The first row looks wrong. MP2 adds electron correlation to Hartree–Fock and should move the proton affinity of H₂O₂ towards CCSD(T), yet it passes that value and lands 9.7 kJ/mol below it, at 660.0 kJ/mol. Of the ten density-functional rows only B97-2 lies further from CCSD(T). The row exaggerates a real effect: correlation lowers the energy of the neutral molecule, with its four lone pairs, more than that of the compact cation, and so lowers the proton affinity.

Gas-phase protonation of neutral singlet H₂O₂, computed with PySCF 2.14.0. Electronic energies are at the level named in each row, with geometries and thermal terms from PBE0-D3(BJ)/def2-SVP throughout; proton affinities and gas-phase basicities are for 298.15 K and 1 bar.

| level | integration grid level | site or bond (first listed) | site proton affinity (kJ/mol) | site gas phase basicity (kJ/mol) | site electronic part (kJ/mol) |
| --- | --- | --- | --- | --- | --- |
| MP2/jun-cc-pV(T+d)Z | 2 | O1 | 660.0 | 629.9 | 687.5 |
| BLYP-D3(BJ)/def2-TZVP | 2 | O1 | 665.5 | 635.4 | 692.9 |
| PBE0-D3(BJ)/def2-SVPD | 2 | O1 | 665.8 | 635.7 | 693.2 |
| PBE-D3(BJ)/def2-TZVP | 2 | O1 | 669.3 | 639.2 | 696.8 |
| B3LYP-D3(BJ)/def2-TZVP | 2 | O1 | 669.4 | 639.3 | 696.8 |
| CCSD(T)/jun-cc-pV(T+d)Z | 2 | O1 | 669.7 | 639.7 | 697.2 |
| r2SCAN-D3(BJ)/def2-TZVP | 3 | O1 | 672.2 | 642.1 | 699.7 |
| M06/def2-TZVP | 3 | O1 | 672.5 | 642.5 | 700.0 |
| HSE06/def2-TZVP | 2 | O1 | 672.9 | 642.8 | 700.4 |
| PBE0-D3(BJ)/def2-TZVP | 2 | O1 | 674.8 | 644.8 | 702.3 |
| wB97X-D3(BJ)/def2-TZVP | 2 | O1 | 675.4 | 645.3 | 702.9 |
| B97-2/def2-TZVP | 2 | O1 | 681.0 | 650.9 | 708.4 |
| HF/jun-cc-pV(T+d)Z | 2 | O1 | 686.4 | 656.3 | 713.8 |

Every row describes the same reaction, closed-shell skewed H₂O₂ (C₂) taking a proton to give HO–OH₂⁺ (Cₛ). O1 is the oxygen that receives the proton, and the other oxygen is equivalent to it. The proton affinity PA is the enthalpy released, the gas-phase basicity GB the free energy released, and the electronic part ΔE = E(neutral) − E(cation) the same difference in electronic energy alone. The integration grid level sets how finely a functional is integrated in space.

Only ΔE changes from row to row, because all levels share one pair of geometries and one set of thermal terms. For ideal gases the translational and rotational energies of neutral and cation cancel and the free proton carries the enthalpy 5RT/2, so PA = ΔE − ΔE(vib) + 5RT/2. The mean of ΔE − PA over all thirteen rows is 27.46 kJ/mol, which makes the vibrational gain 27.46 + 6.20 = 33.7 kJ/mol. This is mostly the zero-point energy of three new modes, an O–H stretch and two bends, net of shifts in the old ones.

The step from PA to GB is almost all the lost entropy of the proton. The Sackur–Tetrode equation gives T·S(H⁺) = 32.48 kJ/mol, against a mean PA − GB of 30.08, so the cation holds somewhat more entropy than the neutral. Loss of the twofold axis would supply RT ln 2 = 1.72 kJ/mol of that excess, but counting the two mirror forms of skewed H₂O₂ would cancel this term, so the excess cannot be assigned to symmetry with certainty. The constancy of both offsets is built in: GB repeats the order of PA, and a fault of the harmonic torsion in the thermal terms shifts all rows alike. Another choice of conformer would also change ΔE, by an amount that can differ between levels.

**MP2.** HF, MP2 and CCSD(T) share a basis, so they isolate correlation. CCSD(T) lies 16.7 kJ/mol below HF, which shows that the neutral has that much more correlation energy than the cation although both have eighteen electrons. Theory argues it this way: correlation energy is roughly a sum over electron pairs and over couples of nearby pairs, protonation draws one lone pair out into an O–H bond, and the pairs left on that oxygen are less crowded and gain less from avoiding each other. MP2 lowers PA by 26.4 kJ/mol, 1.58 times the CCSD(T) shift. Such an overshoot can arise at second order, where each pair excitation is counted without the higher-order couplings that can damp it; the table shows its size but does not resolve it by pairs.

**BLYP and PBE0 in def2-SVPD.** These two neighbours are low for different reasons. BLYP has no exact exchange and also starts lower than PBE and r2SCAN, which lack it too; both points are taken up below. PBE0 is the same functional that gives 674.8 kJ/mol in def2-TZVP, and only the change of basis has moved it down by 9.0 kJ/mol. A likely cause is that def2-SVPD has diffuse functions and def2-TZVP does not: the lone pairs of the neutral reach far out and profit from them, while the charge of the cation pulls its density in. The two bases also differ in valence flexibility, so the comparison shows the net shift and not the share due to diffuse functions.

**PBE, B3LYP, CCSD(T).** The three values agree within 0.4 kJ/mol and should not be ranked. The agreement crosses bases, since the CCSD(T) basis has diffuse functions and that of the two functionals has none. The basis shift just seen is 58 % of the whole 15.5 kJ/mol spread among the nine def2-TZVP rows, so the match does not establish that PBE or B3LYP is accurate, and it may be a cancellation of errors. CCSD(T) is itself a finite-basis, non-relativistic value taken at a PBE0 geometry.

That the hybrid B3LYP sits beside the pure PBE follows from a simple model. A global hybrid replaces a fraction a of semilocal exchange by exact exchange, so at fixed density E(a) = E(0) + a[Eₓ(exact) − Eₓ(semilocal)]. Subtracting cation from neutral gives PA(a) = PA(0) + k·a, with a correction from density relaxation only at second order in a. The pair PBE (a = 0) and PBE0 (a = 0.25), both in def2-TZVP, fixes k = 5.5/0.25 = 22.0 kJ/mol. The positive sign says that semilocal exchange favours the neutral over the cation more than exact exchange does, and it points towards HF at the far end of the table.

B3LYP, with a = 0.20, took no part in fixing k and so tests it, starting from BLYP:

PA(B3LYP) ≈ 665.5 + 0.20 × 22.0 = 669.9 kJ/mol

The table has 669.4, which is 0.5 below the estimate. This supports the sign and size of k, although the pair differs in other terms as well and two points per family do not test linearity. B3LYP meets PBE because it starts from a lower parent and climbs.

**r2SCAN, M06, HSE06.** Here the order by exact-exchange fraction fails. r2SCAN has no exact exchange yet lies 2.8 kJ/mol above B3LYP, and M06, with a = 0.27, lies 2.3 kJ/mol below PBE0. The starting point PA(0) belongs to the semilocal part, and the three functionals with a = 0 already span 6.7 kJ/mol, more than the step from PBE to PBE0. The finer grid of r2SCAN and M06, and the absence of a dispersion correction in M06, HSE06 and B97-2, are untested influences.

HSE06 fits the model in spirit. It is PBE0 with exact exchange kept at short range only, and it rises 3.6 kJ/mol above PBE, 65 % of the PBE0 step. If the dispersion term is unimportant here, most of the exchange effect therefore comes from the part that HSE06 counts as short-range, which still reaches across neighbouring atoms.

**PBE0, wB97X, B97-2.** The first two differ by less than 1 kJ/mol, and wB97X, whose exact exchange grows with distance, has no single a to place it by. B97-2 is the real misfit: with a = 0.21 it lies 6.2 kJ/mol above PBE0 and 11.3 above CCSD(T). A least-squares line in a through the seven def2-TZVP functionals with one fixed a (all but HSE06 and wB97X) misses it worst. That its empirically fitted semilocal terms are responsible is a guess.

That common line shows how little a alone explains. Its slope is 22 ± 14 kJ/mol and it accounts for 32 % of the variance, with an rms misfit of 3.8 kJ/mol. The slope carries over from the PBE pair to the BLYP pair, but the starting point PA(0) differs between families, so a alone cannot order them.

**HF** closes the table at 686.4 kJ/mol, with all exchange exact and no correlation to favour the neutral. It too is evaluated at the shared structures (the neutral has an O–O distance of 1.42 Å), which are not its own minima. How much this strain differs between neutral and cation is untested, for HF as for every other row.

In the series for removing a proton instead, the electron-rich partner is the anion HOO⁻, whose lone pairs are looser still, so diffuse functions matter more than they do here. For protonation of water the offsets keep the same form, but the symmetry term changes sign, because the symmetry number rises from two to three in pyramidal H₃O⁺.
